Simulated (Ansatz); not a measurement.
# A series in volume per atom on LuTl3

All results are calculated (Ansatz 0.2.0). Periodic Kohn-Sham DFT of a crystal at fixed atoms; pressure and stress are positive in compression; the energy is the free energy less that of spherical unpolarised free atoms; site moments are those in the method's own spheres, positive along +z.

Cell of the first row (space group Pm-3m, No. 221):
```
LuTl3
1.0
      4.5901     0.0000     0.0000
      0.0000     4.5901     0.0000
      0.0000     0.0000     4.5901
Lu Tl
1 3
Direct
  0.00000 0.00000 0.00000
  0.00000 0.50000 0.50000
  0.50000 0.00000 0.50000
  0.50000 0.50000 0.00000
```

Settings of every row: method frozen-core PAW; functional PBEsol; relativity scalar; k mesh 7x7x7; filling fermi-dirac; smearing width 0.08 eV; wave cutoff 420 eV; paw set soft_2.

Atom start moment: 0 on all atoms.

Limits: PAW files made with PBE; no spin-orbit coupling on heavy atoms.

```csv
row,volume per atom (Å³),pressure (GPa)
1,24.177,2.158
2,24.933,0.244
3,25.185,-0.318
4,25.689,?
5,26.696,-3.038
```

Question: what pressure should row 4 give?

Worked fit of pressure. Take u = (V_r/V)^(2/3) − 1 with V_r = 25.059 Å³ an atom, which is twice the finite (Eulerian) strain; such expansions in the strain, on which the Birch-Murnaghan equation of state is built, carry the rest volume and the bulk modulus. The shown rows have u = 0.02418, 0.00337, -0.00334, -0.04131. Least squares give pressure = −0.0413 + 84.151 × u + 281.09 × u² GPa; a straight line predicts inner rows, each left out in turn, worse (root mean square 0.18 against 0.0028 GPa). The rows lie off it by 0.000, -0.001, 0.001, 0.000. The pressure vanishes at u = 0.0005, or V = 25.04 Å³ an atom, and there the bulk modulus at fixed shape and fractions is B = −V dP/dV = (2/3)(1 + u) dP/du = 56.3 GPa. The withheld row has u = -0.01642, so the fit gives −0.0413 + 84.151 × (-0.01642) + 281.09 × (-0.01642)² = -1.347 GPa.

The calculation gave -1.341 GPa. The fit lies 0.006 GPa (0.12 % of the column's range) below it; its largest miss of a shown row is 0.001 GPa.
